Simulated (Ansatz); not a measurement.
# Thermal expansion of fcc aluminium from 100 to 800 K in LDA

Aluminium is a simple metal: three s and p valence electrons per atom spread almost evenly through a close-packed lattice, and the bonding has little directional character. All members are this one crystal, and only the temperature changes. We ask how its thermal expansion rises with temperature in LDA. The answer matters wherever aluminium is joined to silicon or a ceramic, because the difference in expansion sets the strain on heating and cooling. The tabled quantity is the volume expansion coefficient at 0 GPa, the relative change of volume per kelvin; in a cubic crystal it is three times the linear coefficient. It comes from a quasi-harmonic free energy that includes the electrons. A measured value at 300 K is set beside the computed one further on.

## Systems and settings

One crystal, Al (fcc), taken from a measured cell of the Crystallography Open Database (known phase), directly or through a relaxation at another level, and relaxed at 0 GPa. Ansatz 0.2.0 rows: plane waves, scalar-relativistic, no spin-orbit coupling, no spin, the program's default PAW potentials at 487 eV, a 20×20×20 k mesh with a least product of divisions and cell-vector length of 56 Å, Methfessel-Paxton smearing of 0.2 eV, phonons by linear response on a 4×4×4 q mesh. Warnings of the programs on runs behind the rows: thermal expansion settings (all rows). The rows are a selection of points from finer curves.

Notes on method and selection:

- Quasi-harmonic free energy over the symmetry-keeping strains of the cell, electrons included where there is no gap; no phonon-phonon terms beyond the dependence on the cell.
- The expansion converges slowly with the q mesh and runs high in soft ionic crystals; temperatures at which the program's estimate of the fit error passes a tenth of the linear coefficient plus 0.15·10⁻⁶/K, or the cell lies outside the strains at which phonons were computed, are left out.
- In cells without a Kohn-Sham gap the frequencies depend on k mesh and smearing; the size of that error was not measured for these rows.
- Runs that did not converge, have known faults or may not be shown are not listed, and runs on Ansatz's PAW sets soft_1 and soft_2 are kept to separate tables.

Columns:

- Cv (J/(mol K)): heat capacity at constant volume per mole of atoms.
- bulk modulus (GPa): isothermal bulk modulus.
- volume expansion (10⁻⁶/K): volume expansion coefficient.
- Grüneisen parameter: thermodynamic Grüneisen parameter α·B·V/Cv.

Input lines of one member:

```
kpoints:
  mp_grid: { grid: [20, 20, 20] }
hamiltonian:
  xc: lda
scf:
  occupations: { method: methfessel_paxton, width: 0.2 }
output:
  eigenvalues: true
phonons:
  method: dfpt
  qmesh: [4, 4, 4]
  temperatures: { t_max: 850.0, t_step: 50 }
  thermal_expansion: {}
```

Command (options for logging and memory left out): `ansatz run input.yaml --threads 4 --backend cpu`

## Results

| member | temperature (K) | Cv (J/(mol K)) | bulk modulus (GPa) | volume expansion (10⁻⁶/K) | Grüneisen parameter |
| --- | --- | --- | --- | --- | --- |
| 100 K | 100 | 12.80 | 79.3 | 36.48 | 2.17 |
| 200 K | 200 | 20.83 | 76.7 | 60.78 | 2.16 |
| 300 K | 300 | ? | ? | ? | ? |
| 400 K | 400 | 24.19 | 70.7 | 76.30 | 2.19 |
| 500 K | 500 | 24.71 | 67.6 | 81.55 | 2.21 |
| 600 K | 600 | 25.04 | 64.4 | 86.85 | 2.23 |
| 700 K | 700 | 25.28 | 61.0 | 92.63 | 2.25 |
| 800 K | 800 | 25.47 | 57.5 | 99.25 | 2.27 |

Cells marked ? are withheld until the estimate has been made.

## The trend and its physics

The coefficient increases from each shown temperature to the next, but at very different rates. Between 100 and 200 K the slope is (60.78 − 36.48) / 100 = 0.243, in 10⁻⁶/K per kelvin. Between 400 and 500 K it is (81.55 − 76.30) / 100 = 0.0525, and between 700 and 800 K it has recovered slightly to (99.25 − 92.63) / 100 = 0.0662.

The relation α = γ·Cv / (B·V) shows where the two regimes come from. Here α is the volume expansion coefficient, γ the Grüneisen parameter, B the bulk modulus and V the molar volume. At low temperature the heat capacity does nearly all the work. From 100 to 200 K it grows by a factor 20.83 / 12.80 = 1.63, while the expansion grows by 60.78 / 36.48 = 1.67. More vibrations become thermally excited, and each pushes the lattice outward because its frequency falls when the crystal expands.

Above 400 K the vibrations are almost fully excited and a different factor takes over. From 400 to 800 K the heat capacity gains only 25.47 / 24.19 = 1.05, whereas the falling bulk modulus contributes 70.7 / 57.5 = 1.23. The expanded crystal is softer, so the same thermal pressure stretches it further. The Grüneisen parameter adds 2.27 / 2.19 = 1.04, and the growing volume takes back about 3%. Together these give the tabled increase of 99.25 / 76.30 = 1.30.

From 600 K upward the heat capacity exceeds 3R = 24.94 J/(mol K), the limit for harmonic vibrations in a fixed cell. Vibrations alone cannot pass this limit in the model used here, so the excess must come from the conduction electrons.

The program issued a warning about the thermal expansion settings of this run, and the expansion converges slowly with the q mesh. The level of the whole series is therefore less certain than its smoothness suggests.

## Estimating the withheld member

Plain estimates from the members shown:

- 300 K, straight-line interpolation between 200 K and 400 K: w = (300 − 200) / (400 − 200) = 0.500, so 60.78 + 0.500 × (76.30 − 60.78) = 68.54 10⁻⁶/K

The straight line between 200 and 400 K gives 68.54, which should be too low, because the slope drops sharply across this interval. Most of that bend belongs to the heat capacity, so we estimate Cv and the smoother ratio α/Cv separately.

For the heat capacity we use one vibrational frequency plus a linear electronic term: Cv = 3R·(u / sinh u)² + g·T, with u inversely proportional to T. Fitting the 200 and 400 K rows gives roughly u = 0.76 at 200 K and g = 0.0010 J/(mol K²). The formula then reproduces the shown rows from 200 to 800 K to about 0.03 J/(mol K). At 300 K, u = 0.76 × 200 / 300 = 0.5067, and the first three terms of the series for sinh u give 0.5067 × (1 + 0.5067² / 6 + 0.5067² × 0.5067² / 120) = 0.5287. The heat capacity is therefore 24.94 × (0.5067 / 0.5287)² + 0.0010 × 300 = 23.21, in J/(mol K).

The ratio α/Cv is 60.78 / 20.83 = 2.918 at 200 K and 76.30 / 24.19 = 3.154 at 400 K, with a midpoint of (2.918 + 3.154) / 2 = 3.036. The same construction at 500 K, from the 400 and 600 K rows, gives (76.30 / 24.19 + 86.85 / 25.04) / 2 = 3.311 against the tabled 81.55 / 24.71 = 3.300, so it runs high by 0.011. With that correction the estimate is (3.036 − 0.011) × 23.21 = 70.2.

Applied with the same correction to 600 K, the route gives 86.9 against the tabled 86.85. At 700 K it gives ((86.85 / 25.04 + 99.25 / 25.47) / 2 − 0.011) × 25.28 = 92.8 against the tabled 92.63. The larger of these misses, about 0.2, is our error bar.

**Committed estimate, 300 K: volume expansion = 70.2 ± 0.2 10⁻⁶/K.**

## Check

| member | temperature (K) | Cv (J/(mol K)) | bulk modulus (GPa) | volume expansion (10⁻⁶/K) | Grüneisen parameter |
| --- | --- | --- | --- | --- | --- |
| 300 K | 300 | 23.21 | 73.7 | 70.24 | 2.17 |

| member | estimate | volume expansion (10⁻⁶/K) | computed | estimate − computed | miss in error bars |
| --- | --- | --- | --- | --- | --- |
| 300 K | committed | 70.20 | 70.24 | −0.04 | 0.2 |
| 300 K | interpolation | 68.54 | 70.24 | −1.70 |  |

The estimate of 70.20 lies 0.04 below the computed 70.24, well inside its error bar of 0.2. That bar covers only the interpolation within the computed series, not the accuracy of the series itself. Straight-line interpolation was 1.70 too low.

Both parts of the route held. The heat capacity came out at the predicted 23.21 J/(mol K), and the ratio α/Cv is 70.24 / 23.21 = 3.026, against the 3.036 − 0.011 = 3.025 we used. The bend that defeats the straight line is therefore almost entirely that of the heat capacity.

The new row also shows where the two causes of the rise change places. From 200 to 300 K the heat capacity grows by 23.21 / 20.83 = 1.11, while the softening of the lattice contributes 76.7 / 73.7 = 1.04. From 300 to 400 K the two are equal, 24.19 / 23.21 = 1.04 and 73.7 / 70.7 = 1.04. In the intervals above 400 K softening is the larger.

## Residuals

Two rows fall clearly below the nearly straight course of the upper ones. The mean slope from 400 to 800 K is (99.25 − 76.30) / 400 = 0.0574. Carried back to 100 K it would give 76.30 − 300 × 0.0574 = 59.1, and the computed value is 36.48. At 200 K it would give 76.30 − 200 × 0.0574 = 64.8, against 60.78, a smaller gap but still one of 4.0. The cause is the freezing-out of the vibrations: Cv is 12.80 / 24.94 = 0.51 of the classical limit at 100 K and 20.83 / 24.94 = 0.84 at 200 K. Divided by Cv, the expansion rises smoothly through all eight rows, from 36.48 / 12.80 = 2.85 at 100 K to 99.25 / 25.47 = 3.90 at 800 K.

## Experiment

| member | quantity | measured | computed | computed − measured | conditions | source |
| --- | --- | --- | --- | --- | --- | --- |
| 300 K | volume expansion (10⁻⁶/K) | 69 | 70.24 | +1.24 (+1.8 %) | 300 K; measured value as tabulated in the cited paper | [1] |

Sources:

[1] "High-Throughput Prediction of Finite-Temperature Properties using the Quasi-Harmonic Approximation" (2016, arXiv:1603.06924)

The comparison rests on one temperature. At 300 K the computed coefficient is 70.24 and the measured one 69, a difference of +1.24 or 1.8%. The two values are close, for a quantity that depends on how the phonon frequencies shift with volume, but one close value does not show that the calculation is converged.

The measured value is a compiled one, given without its method or sample, so we draw no conclusion from the sign of so small a difference. LDA commonly binds too strongly, and a lattice that is too stiff would expand too little. Errors from the q mesh, the k mesh and the smearing could act in either direction, and they may offset part of the LDA error. Ahead of the estimate we named only the warning about the expansion settings, and that was incomplete. In the phonon calculations for several of the strained cells an eigensolver did not converge, although the run as a whole counts as converged. Its effect on the expansion was not measured, and a smooth curve does not rule one out.

The other seven temperatures are not compared here, so the computed rise itself is not tested against experiment by this table. Its general form, steep at low temperature and then slower but continuing, is the well-established behaviour of aluminium.

## What to take away

In LDA the volume expansion of aluminium nearly doubles from 100 to 300 K, as the vibrations become excited, and grows by a further factor of 99.25 / 70.24 = 1.41 by 800 K, mainly because the lattice softens.

A straight line between rows 200 K apart reproduces the middle row to about 0.4 from 400 to 700 K, but at 200 K it is too low by 60.78 − (36.48 + 70.24) / 2 = 7.4. Below 400 K it is better to interpolate α/Cv and multiply by the heat capacity.

For design, summing the rows from 300 to 500 K by the trapezoidal rule gives a linear expansion, in parts per million, of 100 × (70.24 / 2 + 76.30 + 81.55 / 2) / 3 = 5073, or about 5.1 µm per mm. Holding the 300 K coefficient fixed gives 70.24 × 200 / 3 = 4683, which is 8% too little.

Thermal vacancies and the phonon-phonon terms beyond the dependence on the cell are left out. Both matter most at the hot end, so the upper rows deserve the most caution. The q mesh and the unconverged eigensolver concern all rows, and no table here measures what they do to the expansion. The level of the series, and with it the 5.1 µm per mm, therefore carries an error of unknown size.

[Logs are printed without paths, hosts, clocks, repeated set-up lines and the standing remarks that a program may print on its own settings, such as how far it seeks lower states.]
